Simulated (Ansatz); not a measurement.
## Ligand exchange: GeH3(NH2) + C2H8Si2 → SiH3(GeH3) + C2H7NSi

Gas-phase species: GeH3(NH2), singlet; C2H8Si2 `C=C[SiH2][SiH3]`, singlet; SiH3(GeH3), singlet; C2H7NSi `C=C[SiH2]N`, singlet. The partners trade NH2 for SiH3: Ge–NH2 and Si–SiH3 bonds give way to Ge–SiH3 and Si–NH2.

Shapes, held fixed at every level: PBE0-D4/def2-TZVP. Flexible molecules stand in one conformer, not always the lowest. Programs: Ansatz 0.2.0. The zero-point and thermal change to 298 K, harmonic and unscaled (PBE0-D4/def2-TZVP), is +0.1 kJ/mol.

```json
{"level": "HF/def2-TZVPP", "kind": "Hartree–Fock", "ΔH(298 K) (kJ/mol)": "-70.6", "less CCSD(T)/def2-TZVPP": "-5.1"}
{"level": "PBE-D4/def2-TZVPP", "kind": "GGA", "ΔH(298 K) (kJ/mol)": "-62.4", "less CCSD(T)/def2-TZVPP": "+3.1"}
{"level": "r2SCAN-D4/def2-TZVPP", "kind": "meta-GGA", "ΔH(298 K) (kJ/mol)": "-68.9", "less CCSD(T)/def2-TZVPP": "-3.4"}
{"level": "r2SCAN0-D4/def2-TZVPP", "kind": "global hybrid", "ΔH(298 K) (kJ/mol)": "-71.3", "less CCSD(T)/def2-TZVPP": "-5.8"}
{"level": "B2PLYP/def2-TZVPP", "kind": "double hybrid", "ΔH(298 K) (kJ/mol)": "-69.0", "less CCSD(T)/def2-TZVPP": "-3.5"}
{"level": "MP2/def2-TZVPP", "kind": "perturbation theory", "ΔH(298 K) (kJ/mol)": "-68.2", "less CCSD(T)/def2-TZVPP": "-2.7"}
{"level": "CCSD(T)/def2-TZVPP", "kind": "coupled cluster or CI", "ΔH(298 K) (kJ/mol)": "-65.5", "less CCSD(T)/def2-TZVPP": "0.0"}
```

The highest level, CCSD(T)/def2-TZVPP, gives ΔH(298 K) = -65.5 kJ/mol; the levels span -71.3 to -62.4. The column of differences is taken from that level and isn't an error. No measured value is set beside it here. Relativity is left out for Ge. Outer-core shells of Ge are correlated, in sets that cover them unevenly.

Every level makes the exchange clearly exothermic, with -65.5 kJ/mol from coupled cluster: amide prefers silicon to germanium by much more than silyl does. The near-zero thermal term places this preference in the electronic energy. Silicon is the more electropositive partner, since the filled 3d shell of germanium screens its nuclear charge poorly and holds its valence electrons more tightly. The Si–N bond is therefore more polar, and it is also shorter and stronger than Ge–N. Donation from the nitrogen lone pair into σ* orbitals at silicon probably adds to this. Exchanging Si–Si for Si–Ge, both nearly nonpolar, should cost comparatively little.

Because the number of bonds of each broad type is conserved, much of the correlation energy cancels, and Hartree–Fock already recovers the sign and approximate size. PBE alone gives a less exothermic value than coupled cluster. The reaction enthalpy supports a relative preference of the two ligands, but doesn't give the separate bond energies or isolate the vinyl group's influence.
